The molecule is an AlH$_2$ unit with an H$_2$ molecule lying side-on to the aluminium atom. The neutral is a doublet, and the gap studied here is the energy that takes it to a triplet cation with the atoms held fixed. The best estimate of this gap is 10.948 eV. The table lists how far each level of theory falls from that value, so a negative entry means that too little energy is asked for the ionisation.

Ansatz 0.2.0 and AFQMC (own program) afq 1: vertical ionisation of doublet AlH4 to the triplet cation at the PBE0/def2-TZVP geometry. Rows without "CBS" use cc-pVTZ; correlated wavefunction levels start from UHF determinants, with the Al 1s, 2s and 2p electrons frozen. The reference level of the best estimate is CCSDT(Q).

| level | this level less the best estimate at the basis limit (meV) | statistical noise, one standard error (meV) |
| --- | --- | --- |
| HF | -790.0 | 0.000 |
| MP2 | -44.0 | 0.000 |
| CCSD | -60.0 | 0.000 |
| CCSD(T) | -59.0 | 0.000 |
| CCSDT | -61.0 | 0.000 |
| CCSDT(Q) | -61.0 | 0.000 |
| ph-AFQMC/HF | 92.0 | 28.000 |
| ph-AFQMC/CISD | -42.0 | 3.000 |
| released AFQMC | -54.0 | 3.000 |
| free AFQMC | -56.0 | 4.000 |
| HF/CBS | -791.0 | 0.000 |
| MP2/CBS | 44.0 | 0.000 |
| CCSD(T)/CBS | 2.0 | 0.000 |
| PBE | -336.0 | 0.000 |
| r2SCAN | -290.0 | 0.000 |
| PBE0 | -202.0 | 0.000 |
| B3LYP | -150.0 | 0.000 |
| wB97M-V | -76.0 | 0.000 |
| B2PLYP | -168.0 | 0.000 |

The rows without "CBS" use one triple-zeta basis. "CBS" marks the limit of large basis sets, to which the best estimate also belongs. In the AFQMC rows, random walkers sample the wavefunction. "ph" means that a trial function restrains their phases, and the name after the stroke says which trial was used.

**(a) Hartree–Fock (HF) places the gap 790 meV too low. CCSDT(Q), the highest coupled-cluster level here, still places it 61 meV too low. Explain both deficits, and say why a larger basis cures only the second.**

*Solution.* The neutral has seven valence electrons, four of one spin and three of the other. The simplest way to a triplet cation is to take one of the three, which leaves its former partner unpaired beside the electron that was unpaired already. An electron pair is thus broken. Hartree–Fock lets each electron feel only the average field of the others and so leaves out correlation, the energy that electrons gain by avoiding one another. This gain is largest for two electrons of opposite spin in the same region. Leaving it out harms the neutral more than the cation, and the gap comes out too small.

The size of the effect is best read within one basis. Measured from CCSDT(Q) instead of the best estimate, the Hartree–Fock error is $-790+61=-729$ meV. The correlation energy of the neutral in the same calculations is 3.645 eV, so that of the cation is $3.645-0.729=2.916$ eV. One fifth of the correlation energy disappears with one electron.

A crude count gives the right scale. If the three pairs of the neutral held all its correlation in equal shares, breaking one would cost 1.2 eV. If the seven electrons held equal shares, removing one would cost 0.5 eV. The computed loss lies between the two, which fits the picture of a broken pair but does not prove it, since the orbital that the electron leaves is inferred and not observed.

The 61 meV of CCSDT(Q) have another origin. Two electrons that avoid each other at short distance produce a sharp feature in the wavefunction, which a finite set of smooth functions describes poorly. The neutral has one more pair of this kind, so it gains more from a larger basis, and the gap rises. Hartree–Fock has no such feature to describe, and its gap moves by only 1 meV on the way to the limit. The large basis sets contain no diffuse functions, however, so the best estimate itself would shift if the upper state reached far out from the molecule.

The neighbouring ionisation, to a singlet cation, makes a useful contrast. There the unpaired electron leaves and no pair is broken, so the same argument gives Hartree–Fock a much smaller deficit. That route should also cost less energy: in PBE the unpaired electron sits at about $-4.6$ eV, and the highest electron of the other spin at about $-7.1$ eV. The gap of this table is therefore not the first ionisation energy.

**(b) In the triple-zeta basis, the MP2 total energy of the neutral lies 794 meV above that of CCSDT(Q). Estimate the error that this causes in the gap, compare it with the table, and explain why the MP2 error changes sign at the basis limit.**

*Solution.* Let $s_0$ be the shortfall of a level in the neutral, that is, its total energy less that of CCSDT(Q) in the same basis, and let $s_+$ be the same quantity in the cation. The gap is the difference of two total energies, so its error within the basis is

$$\delta = s_+ - s_0 .$$

Only the part of the shortfall that changes on ionisation reaches the gap. An estimate therefore needs a rule for $s_+$, and two simple rules suggest themselves. Neither has a fitted constant.

The first rule says that a level misses the same fraction of the correlation energy in both states. For MP2 this fraction is $0.794/3.645=0.218$. The correlation energy falls by 729 meV on ionisation, so the shortfall should fall by the same fraction of it:

$$\delta \approx -0.218\times 729\ \text{meV} \approx -159\ \text{meV}.$$

The second rule says that a level misses the same amount in both states, so that $\delta\approx 0$.

The table decides between them. MP2 stands at $-44$ meV and CCSDT(Q) at $-61$ meV, both in the same basis, so $\delta=-44+61=+17$ meV. The rule of equal amounts is off by 17 meV, the rule of equal fractions by about ten times as much. MP2 misses about 0.8 eV in each state, and the two shortfalls cancel almost completely.

CCSD behaves in the same way on a smaller scale. It misses 76 meV in the neutral, yet its gap differs from that of CCSDT(Q) by only 1 meV, where equal fractions would give $-15$ meV. For CCSD(T) the total shortfall is so small that the two rules hardly differ. This is why the coupled-cluster rows lie within 2 meV of each other in the triple-zeta basis: their differences in total energy are nearly common to both states. Their order within those few meV carries no message.

Why the amounts and not the fractions should agree is less certain. The cation has fewer electrons to correlate, which ought to reduce what MP2 misses. It also has a vacated orbital into which the remaining electrons can be excited at low cost, and second-order theory treats such excitations poorly. That these two effects balance here is a guess.

The change of sign comes from the basis. Going to the limit raises the MP2 gap by 88 meV but the CCSD(T) gap by only 61 meV. MP2 treats each pair as if the others were not there. In total it finds too little correlation here, but it usually overrates the short-range part, which a small basis fails to capture and which the higher orders damp. That is the likely reason why MP2 exaggerates the gain from a larger basis by 27 meV. Added to the 17 meV that MP2 already had, these 27 meV give the $+44$ meV of the table.

In the triple-zeta basis MP2 stands closer to the best estimate than CCSDT(Q) does, but only because a method error of one sign hides part of a basis error of the other. At the limit its error is just as large, with the sign reversed. CCSD(T) at the limit has no such disguise, but its 2 meV is not an independent success either. The best estimate is built from that very row plus the small step from CCSD(T) to the reference level.

**(c) The phaseless walk with a Hartree–Fock trial gives the total energy of the neutral correctly within its noise, yet its gap is clearly too high. The density functionals give gaps that are too low. Find out where the cancellation of part (b) breaks down in each case.**

*Solution.* The walk comes first, again measured from CCSDT(Q) in the same basis. Its gap is too high by $92+61=153$ meV, with a noise of 28 meV. The total energy of the neutral is off by $s_0=-12\pm20$ meV, which is nothing within the noise. Since $s_+=\delta+s_0$, the cation is off by $153-12=141$ meV, about seven times its own noise of 20 meV. Here the shortfall sits in one state alone, and nothing cancels it.

The cause lies in the restraint on the phases. Free walkers acquire phases that drown the signal in noise, and the phaseless method suppresses this by holding them to the phase of a trial function. The price is a bias that depends on how good the trial is. A CISD trial, which mixes many determinants, reduces the gap error to $19\pm3$ meV, and when the restraint is released it falls to $7\pm3$ meV. That points to the trial as the source. A single determinant may simply describe the cation less well than the neutral, though this remains a guess. The released walk is not an entirely independent witness, because a reference was accepted only if CCSDT(Q) and the released walk roughly agreed.

The functionals fail in the other direction. All six give too small a gap, and PBE is the worst with $-336$ meV, or 3% of the gap. In an approximate functional such as PBE, an electron partly repels itself. This false repulsion favours charge that is spread out, and with it a hole shared among several bonds. That would make the cation too stable and the gap too small. It is a likely cause here, but the table does not test it directly.

Exact exchange removes part of the self-repulsion, and the pair PBE and PBE0 shows its effect most cleanly. PBE0 replaces a quarter of the PBE exchange by exact exchange and keeps the correlation part, and the gap rises by 134 meV. It may seem odd that an ingredient of Hartree–Fock raises the gap when Hartree–Fock itself has the lowest gap of all. The two errors are different: Hartree–Fock is low because it has no correlation, whereas PBE0 retains a full correlation functional and gains only the better exchange.

The share of exact exchange does not order all the functionals. B3LYP has slightly less of it than PBE0 and yet lies closer to the best estimate. B2PLYP has about half exact exchange but lies 18 meV below B3LYP. Part of its correlation, roughly a quarter, is of the MP2 kind, and part (b) showed that such correlation raises the gap by almost 90 meV when the basis grows. A quarter of that is some 20 meV, so the order of these two functionals may well be an effect of the basis.

The same distinction applies to wB97M-V, whose $-76$ meV looks much like the $-61$ meV of CCSDT(Q). The coupled-cluster error is one of basis and vanishes at the limit. The error of the functional is probably its own for the most part, since functionals usually depend on the basis about as weakly as Hartree–Fock does.

Volatile aluminium hydrides serve as precursors for aluminium contacts and wiring, and their fragments can be followed by ionising them in a mass spectrometer. The first onset seen there belongs to the lowest state of the cation, not to the triplet of this table. For the vertical ionisation to that triplet, PBE gives an energy about 0.3 eV too low. Whether such an error matters depends on what is compared: it survives in any difference between states that do not share it.
